**Six copper ions told apart by their 2p level**

The L2 level ($2p_{1/2}$) of a free copper ion is bound by about 1 keV in an orbital of mean radius $\langle r\rangle \approx 0.2$ bohr. Each outer electron removed adds some 10 to 45 eV. The relaxation of the other electrons round the hole, printed as ΔSCF less Koopmans, lowers the binding by 10 to 30 eV; the Breit (magnetic and retardation) part is about 1 eV and the QED part under 0.1 eV. Which ion is each of these Dirac-Fock rows?

Radial Dirac-Fock and Kohn-Sham solver 2: Dirac-Fock ΔSCF binding energies of the free copper atom and its ions, from the vacuum level, for the average of configuration and without correlation. They include the first-order Breit term with its frequency dependence and QED (self-energy and vacuum polarisation). The nucleus is finite, with an rms radius of 3.8823 fm. Candidates: Cu6+, Cu+, Cu2+, Cu4+, Cu11+, Cu5+.

| row | binding energy (L2) (eV) | ΔSCF less Koopmans (L2) (eV) | Breit part (L2) (eV) | QED part (L2) (eV) | <r> (L2) (bohr) |
| --- | --- | --- | --- | --- | --- |
| A | 1104.2 | -16.958 | -1.3421 | 0.070086 | 0.2038 |
| B | 1307.4 | -9.5992 | -1.3593 | 0.075084 | 0.2028 |
| C | 989.3 | -24.464 | -1.3340 | 0.065454 | 0.2039 |
| D | 1071.2 | -18.639 | -1.3390 | 0.069007 | 0.2038 |
| E | 1040.9 | -20.424 | -1.3364 | 0.067882 | 0.2039 |
| F | 968.7 | -26.890 | -1.3349 | 0.064161 | 0.2039 |

**The tool.** An outer electron sets up a nearly flat repulsive potential $\langle 1/r\rangle$ inside its shell, so its removal deepens a core level without reshaping it. Binding must therefore rise with charge, giving the order F, C, E, D, A, B. Set beside the six candidates, this order already fixes every label; the steps below ask whether the values alone, without the list, also give the charges. The relaxation shrinks in the same order. That potential acts on the orbital energy, the Koopmans value $K$, which is the binding less the three printed parts; for F, $K = 968.7 + 26.89 + 1.33 - 0.06 = 996.9$ eV.

With Slater screening a 3d electron in $3d^n$ sees $Z^* = 11 - 0.35(n-1)$ and has $\langle 1/r\rangle = Z^*/9$, so the shell supplies $V(n) = nZ^*/9$ hartree. Removing one electron changes this by
$$V(n)-V(n-1) = \frac{11 - 0.7(n-1)}{9}\ \text{hartree}.$$
In this formula half of the 0.7 arises because an electron in a fuller shell is more diffuse, half because the survivors contract and restore part of the lost potential. Both weaken as the shell empties, so the model's steps grow, from 14.2 eV to 33.3 eV before any scaling. The diffuse 4s electron gives only $1/3.7$ hartree, or 7.4 eV. The model is $K = K_0 - cV$ with a fitted scale $c$.

**F, C and E.** The gaps in $K$ are 18.2 and 47.6 eV, and the next is 28.5 eV. Since steps grow steadily, 47.6 must be two steps of about 24 eV, and one charge state is skipped between C and E.

**E, D and A.** Gaps of 28.5 and 31.3 eV differ by 2.8 eV, as consecutive single steps should: the formula gives about 2 eV before scaling.

**A to B.** Continuing that growth, five steps sum to $5(31.3) + 15(2.8) = 198.5$ eV and four to $4(31.3)+10(2.8) = 153.2$ eV, against a gap of 195.9 eV. Five it is.

The charges are then $q,\ q+1,\ q+3,\ q+4,\ q+5,\ q+10$, and within 0 to 11 only $q=0$ or 1 remains. For $q=0$ the gap F to C would be the small 4s step. For $q=1$ it is the first 3d step: $4.7/9$ hartree is 14.2 eV, and the scale $c = 1.357$, fitted to these six rows with $q=1$ assumed, makes it 19.3 eV. The computed gap is 18.2 eV, so the estimate is 6 % above it, with both rows in the fit. Among all 924 ordered choices of six charges, $q=1$ fits with an rms error of 0.52 eV and $q=0$ with 3.60 eV.

Given the candidates, all six labels are sure. Without the list the order and the spacing from C to B would still be sure, but the common offset and the charge of F would lean on the model: the runner-up, at 3.49 eV, merely makes F the neutral atom. The small columns are ambiguous. The radius singles out B but ties F, C, E and also D, A; the Breit part swaps F and C; QED keeps the order on gaps down to 0.001 eV. The assignment is F = Cu+, C = Cu2+, E = Cu4+, D = Cu5+, A = Cu6+, B = Cu11+.

The rows with their labels:

| species | Z | charge (e) | electrons | configuration | binding energy (L2) (eV) | ΔSCF less Koopmans (L2) (eV) | Breit part (L2) (eV) | QED part (L2) (eV) | <r> (L2) (bohr) |
| --- | --- | --- | --- | --- | --- | --- | --- | --- | --- |
| Cu | 29 | 0 | 29 | [Ar] 3d10 4s1 | 958.9 | -28.168 | -1.3329 | 0.066223 | 0.2039 |
| Cu+ | 29 | 1 | 28 | [Ar] 3d10 | 968.7 | -26.890 | -1.3349 | 0.064161 | 0.2039 |
| Cu2+ | 29 | 2 | 27 | [Ar] 3d9 | 989.3 | -24.464 | -1.3340 | 0.065454 | 0.2039 |
| Cu3+ | 29 | 3 | 26 | [Ar] 3d8 | 1013.5 | -22.346 | -1.3346 | 0.066699 | 0.2039 |
| Cu4+ | 29 | 4 | 25 | [Ar] 3d7 | 1040.9 | -20.424 | -1.3364 | 0.067882 | 0.2039 |
| Cu5+ | 29 | 5 | 24 | [Ar] 3d6 | 1071.2 | -18.639 | -1.3390 | 0.069007 | 0.2038 |
| Cu6+ | 29 | 6 | 23 | [Ar] 3d5 | 1104.2 | -16.958 | -1.3421 | 0.070086 | 0.2038 |
| Cu7+ | 29 | 7 | 22 | [Ar] 3d4 | 1139.9 | -15.360 | -1.3457 | 0.071129 | 0.2036 |
| Cu8+ | 29 | 8 | 21 | [Ar] 3d3 | 1178.1 | -13.832 | -1.3493 | 0.072144 | 0.2035 |
| Cu9+ | 29 | 9 | 20 | [Ar] 3d2 | 1218.8 | -12.366 | -1.3530 | 0.073138 | 0.2033 |
| Cu10+ | 29 | 10 | 19 | [Ar] 3d1 | 1262.0 | -10.956 | -1.3564 | 0.074117 | 0.2030 |
| Cu11+ | 29 | 11 | 18 | [Ne] 3s2 3p6 | 1307.4 | -9.5992 | -1.3593 | 0.075084 | 0.2028 |

**Cu to Cu+.** All six labels hold. Losing the 4s adds only 9.8 eV. The model was refitted to the eleven 3d rows ($c = 1.362$) with neutral Cu held out; it predicts $27.21/3.7 \times 1.362 = 10.0$ eV for this step in $K$, against 8.5 eV computed. The scale was fitted to 3d rows, and the model has no term for the contraction of the remaining electrons when the 4s leaves, which lowers the step. Breit and QED are both irregular around Cu+, at a few meV, too little to affect the trend.

**Cu+ to Cu6+.** Binding steps climb from 20.6 to 33.0 eV, of which weaker relaxation supplies 2.4 eV at first and 1.7 eV at the end. Theory argues that fewer and tighter outer electrons can flow in less towards the hole; the numbers show only the size. No kink appears at $3d^5$, but this is built in: Cu2+ to Cu10+ are configuration averages, not ground terms, so Hund exchange and the 2p–3d multiplets that spread a real edge are averaged away.

**Cu6+ to Cu11+.** The last step is 45.4 eV. From Cu to Cu11+ the binding has risen 348.5 eV, 95 % of it in $K$ and 5 % in relaxation, while $\langle r\rangle$ fell by 0.5 %. The same calculations shift the K, L1 and L3 levels by 342.9, 348.8 and 348.5 eV, so the Kα1 line moves by only −5.5 eV and the L2–L3 gap is 20.1 eV at both ends. A common shift of very different orbitals is what a flat potential gives, and it is why X-ray lines move far less than binding energies.

**How good the model is.** It gives 2.34 for the ratio of last to first 3d step with no fitting, against 2.42 in $K$. The fitted rms error is 0.69 eV, worst at Cu11+ with 1.3 eV, well above the 0.05 eV rounding; a fixed 3d radius, linear in $n$, misses by 12.4 eV rms. A free quadratic barely improves matters (0.61 eV), because the growth of the binding step is not constant but falls from 3.6 to 2.2 eV. That $c$ exceeds 1 shows that Slater's 3d orbital is too diffuse. The last step removes a lone 3d electron, and its $\langle 1/r\rangle$ cannot be smaller than that step, since penetration, exchange and the contraction of 3s and 3p all lower the step. The step is 44.0 eV against Slater's 33.3 eV, an effective $Z^*$ above 14 in place of 11, so the argon core screens 3d incompletely where Slater's rule counts the screening as complete. The fitted $c$ nets this against those lowering effects and is no measure of the true $\langle 1/r\rangle$. Residuals are in the output below.

The rule for this series is that the core shift is the potential of the electron removed less what the contracting survivors restore, so it grows as the electron becomes more compact and as fewer electrons remain in its shell. Whether a 3p electron, whose inner lobe overlaps 2p, would continue the growth was not computed. Correlation is absent throughout, so these are mean-field values rather than edge positions. Nor are they oxidation-state shifts in solids, where the surrounding potential, covalency and screening cancel most of the free-ion shift.

Output of the analysis:

```
eV; steps from the previous ion; rounding of binding 0.05 eV, of a step 0.1 eV
ion    binding Koopmans  step:binding Koopmans relax model | Koopmans-model
Cu       958.9   988.3                              | +1.98
Cu+      968.7   996.9       9.8    8.5  1.28  10.0 | +0.50
Cu2+     989.3  1015.0      20.6   18.2  2.43  19.4 | -0.68
Cu3+    1013.5  1037.1      24.2   22.1  2.12  22.2 | -0.83
Cu4+    1040.9  1062.6      27.4   25.5  1.92  25.1 | -0.47
Cu5+    1071.2  1091.1      30.3   28.5  1.79  28.0 | +0.05
Cu6+    1104.2  1122.4      33.0   31.3  1.68  30.9 | +0.49
Cu7+    1139.9  1156.5      35.7   34.1  1.60  33.8 | +0.83
Cu8+    1178.1  1193.2      38.2   36.7  1.53  36.6 | +0.87
Cu9+    1218.8  1232.4      40.7   39.2  1.47  39.5 | +0.58
Cu10+   1262.0  1274.2      43.2   41.8  1.41  42.4 | -0.04
Cu11+   1307.4  1318.3      45.4   44.0  1.36  45.3 | -1.28
Slater model (3d rows; Cu held out): K0 1319.6 eV, c 1.362, rms 0.69 eV, worst Cu11+ -1.28 eV
unscaled Slater steps: 4s 7.4, first 3d 14.2, last 3d 33.3 eV
last/first 3d step: Koopmans 2.42, Slater 2.34
fixed radius (linear): 32.3 eV per electron, rms 12.4 eV, largest 22.2 eV
free quadratic: a 44.98, b 1.405 eV, b/a 0.0312 (Slater 0.0318), rms 0.61 eV
growth of 3d binding step (rounding 0.2 eV): 3.6 3.2 2.9 2.7 2.7 2.5 2.5 2.5 2.2
1 hartree/Koopmans step, bohr: 4s 3.19, first 3d 1.50, last 3d 0.62
Cu to Cu11+: binding +348.5 = Koopmans +329.9 (94.7%) + relaxation +18.6 (5.3%)
  Breit -0.0264 eV, QED +0.0089 eV, <r> -0.0011 bohr (-0.54%, rounding 0.00005)
  other shifts, eV: K +342.9, L1 +348.8, L3 +348.5, K-alpha1 -5.5
  L2-L3 gap: Cu 20.1, Cu11+ 20.1 eV
  Koopmans rebuilt less run value: Cu +0.01, Cu11+ -0.02 eV; binding less Koopmans, Cu -29.4 eV
unlabelled rows by binding, eV: 968.7 989.3 1040.9 1071.2 1104.2 1307.4
  gaps in binding: 20.6 51.6 30.3 33.0 203.2
  gaps in Koopmans: 18.2 47.6 28.5 31.3 195.9
  gaps in relaxation: 2.43 4.04 1.79 1.68 7.36
  gaps in Breit: +0.0009 -0.0024 -0.0026 -0.0031 -0.0172
  gaps in QED: +0.0013 +0.0024 +0.0011 +0.0011 +0.0050
  gaps in <r> (bohr): +0.0000 +0.0000 -0.0001 +0.0000 -0.0010
blind fit of the Slater model to all 924 ordered choices of charges:
  charges (1, 2, 4, 5, 6, 11): rms 0.52 eV, c 1.357
  charges (0, 2, 4, 5, 6, 11): rms 3.49 eV, c 1.335
  charges (0, 1, 3, 4, 5, 10): rms 3.60 eV, c 1.500
  charges (0, 1, 3, 4, 5, 9): rms 5.12 eV, c 1.764
  all charges lowered by one (0, 1, 3, 4, 5, 10): rms 3.60 eV, c 1.500
true labels: Cu+ Cu2+ Cu4+ Cu5+ Cu6+ Cu11+
```
